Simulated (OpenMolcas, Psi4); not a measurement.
**GaF (SMILES [F][Ga]): the HOMO–LUMO gap, rung by rung**

GaF: 2 atoms, total charge 0, spin state singlet. SMILES: `[F][Ga]`. Geometry: relaxed at PBE0-D4/def2-TZVP.

```csv
atom,x (Å),y (Å),z (Å)
F,0.0000,0.0000,0.0063
Ga,0.0000,0.0000,1.7929
```

Each level gives the HOMO–LUMO gap (eV). The values are calculated.

```
             level                    kind     program  value (eV)  CPU time
    HF/def2-TZVPPD            Hartree–Fock  OpenMolcas       11.08     7.9 s
  BLYP/def2-TZVPPD                     GGA  OpenMolcas        4.63      17 s
   PBE/def2-TZVPPD                     GGA  OpenMolcas        4.64      16 s
 M06-L/def2-TZVPPD                meta-GGA  OpenMolcas        4.98      23 s
r2SCAN/def2-TZVPPD                meta-GGA  OpenMolcas        5.09      20 s
 B3LYP/def2-TZVPPD           global hybrid  OpenMolcas        6.07      16 s
 HSE06/def2-TZVPPD  range-separated hybrid        Psi4        5.67      50 s
B2PLYP/def2-TZVPPD           double hybrid  OpenMolcas        8.24      10 s
```

All-electron rows without a relativistic Hamiltonian named are non-relativistic. The values span 4.63 to 11.08 eV. Orbital gaps aren't excitation energies, and those of double hybrids come from the SCF part alone; they tend to grow with the share of exact exchange. Times are those of the runs behind each value, whatever else they computed, on shared processors of several kinds: orders of magnitude only.

GaF keeps a sizeable frontier gap at every level, as expected for a closed-shell gallium(I) halide. In the usual bonding picture, the HOMO is largely the Ga 4s lone pair, polarised away from fluorine, and the lowest valence acceptor is the nearly empty Ga 4p π pair. The gap therefore reflects mainly the s–p separation on gallium rather than the strength of the polar Ga–F bond.

The two GGAs practically coincide, at 4.63 and 4.64 eV, and both meta-GGAs lie somewhat higher without any exact exchange. HSE06 breaks a simple ordering by exchange fraction: its gap of 5.67 eV is below the 6.07 eV of B3LYP, although its short-range fraction is the larger, probably because its exact exchange is screened out at long range, where the diffuse lone pair and acceptor orbitals still have weight. Without the separate orbital energies, the widening towards Hartree–Fock can't be divided between a deeper lone pair and a higher acceptor level.
